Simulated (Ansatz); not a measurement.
## Mg: energy above lowest point against volume scale

All results are calculated (Ansatz 0.2.0). Free energy against uniform scaling of the volume at fixed shape and fractions; periodic cell, basis, potentials, k mesh and filling as listed.

The cell before it is scaled or strained (space group Im-3m, No. 229):
```
Mg
1.0
     -1.4765     1.4765     1.4765
      1.4765    -1.4765     1.4765
      1.4765     1.4765    -1.4765
Mg
1
Direct
  0.00000 0.00000 0.00000
```

Settings of every row: functional PBEsol; dispersion none; potentials PAW; wave cutoff 500 eV; density cutoff 2000 eV; k mesh 11x11x11; k shift 0x0x0; occupations gaussian; smearing width 0.1 eV; spin none.

Limits: coarse k mesh, up to 40 meV an atom off; minimum outside the range.

| row | volume scale | V (Å³/atom) | energy above lowest point (meV/atom) |
| --- | --- | --- | --- |
| 1 | 0.9 | 11.588 | 990.1 |
| 2 | 0.925 | 11.91 | 822.4 |
| 3 | 0.95 | 12.232 | ? |
| 4 | 0.975 | 12.554 | 530.8 |
| 5 | 1 | 12.875 | 404.2 |
| 6 | 1.025 | 13.197 | 288.7 |
| 7 | 1.05 | 13.519 | 183.5 |
| 8 | 1.075 | 13.841 | 87.5 |
| 9 | 1.1 | 14.163 | 0 |

Question: what energy above lowest point should row 3 give?

Worked fit of energy above lowest point. Take u = (V_r/V)^(2/3) − 1 with V_r = 13.036 Å³ an atom, which is twice the finite (Eulerian) strain; such expansions in the strain, on which the Birch-Murnaghan equation of state is built, carry the rest volume and the bulk modulus. The shown rows have u = 0.08166, 0.06207, 0.02544, 0.00832, -0.00815, -0.02396, -0.03916, -0.05378. Least squares give energy above lowest point = 345.18 + 7014.7 × u + 10986 × u² − 2130 × u³ meV/atom; a parabola predicts inner rows, each left out in turn, worse (root mean square 0.19 against 0.1 meV/atom). The rows lie off it by 0.0, 0.0, 0.1, -0.1, 0.0, 0.1, 0.0, 0.0. The withheld row has u = 0.04335, so the fit gives 345.18 + 7014.7 × (0.04335) + 10986 × (0.04335)² − 2130 × (0.04335)³ = 669.7 meV/atom.

The calculation gave 669.8 meV/atom. The fit lies 0.1 meV/atom (0.01 % of the column's range) below it, one unit of the last digit.
